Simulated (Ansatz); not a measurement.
From Al to In: the atomisation energy (no zero-point term)

One atom is swapped for its congeners: AlH(CH3)2(SH2); GaH(CH3)2(SH2); InH(CH3)2(SH2). All are singlets with charge 0.

Shapes, held fixed at every level: PBE0-D4/def2-TZVP. Flexible molecules stand in one conformer, not always the lowest. Programs: Ansatz 0.2.0. Values in eV.

How should the atomisation energy change along the series?

At CCSD(T)/def2-TZVPP the atomisation energy falls at every step, from 43.25 to 41.19 eV. Every level shows the same order. For atoms past krypton def2 sets carry core potentials with scalar relativity. Relativity is left out for Ga unless named. Correlated rows may include outer-core shells of Ga, In, which these sets cover unevenly. Spin-orbit coupling, which grows down the group, is left out (summed over each molecule's free atoms 0.04, 0.10, 0.21 eV).

| level | AlH(CH3)2(SH2) | GaH(CH3)2(SH2) | InH(CH3)2(SH2) |
| --- | --- | --- | --- |
| PBE-D4/def2-TZVPP | 44.33 | 43.39 | 42.07 |
| B3LYP-D4/def2-TZVPP | 44.15 | 43.08 | 41.77 |
| PBE0-D4/def2-TZVPP | 44.01 | 43.08 | 41.75 |
| wB97M-V/def2-TZVPP | 44.35 | 43.28 | 42.11 |
| wB97X-V/def2-TZVPP | 44.27 | 43.31 | 42.08 |
| CCSD/def2-TZVPP | 42.79 | 42.05 | 40.70 |
| CCSD(T)/def2-TZVPP | 43.25 | 42.52 | 41.19 |

The atomisation energy falls from Al to In at every level, and the step from Ga to In is larger than that from Al to Ga in every row. Since the C–H and S–H bonds are common to all three molecules and should largely cancel, the trend mainly reflects weaker M–C and M–H bonds. Gallium is close to aluminium in size because its filled 3d shell screens the nuclear charge poorly, but its more tightly held s electrons make the trivalent state costlier to reach, and its bonds are less polar. In indium, the more diffuse valence orbitals also overlap less well with carbon and hydrogen.

The triples correction raises the energy almost equally for all three, so it hardly affects the trend. The density functionals lie above CCSD(T) throughout, probably in large part because correlated energies converge slowly with basis size, so the offset alone does not demonstrate overbinding by the functionals. Nor do these totals give the strength of the dative M–S bond, which would require the energies of the separated fragments.
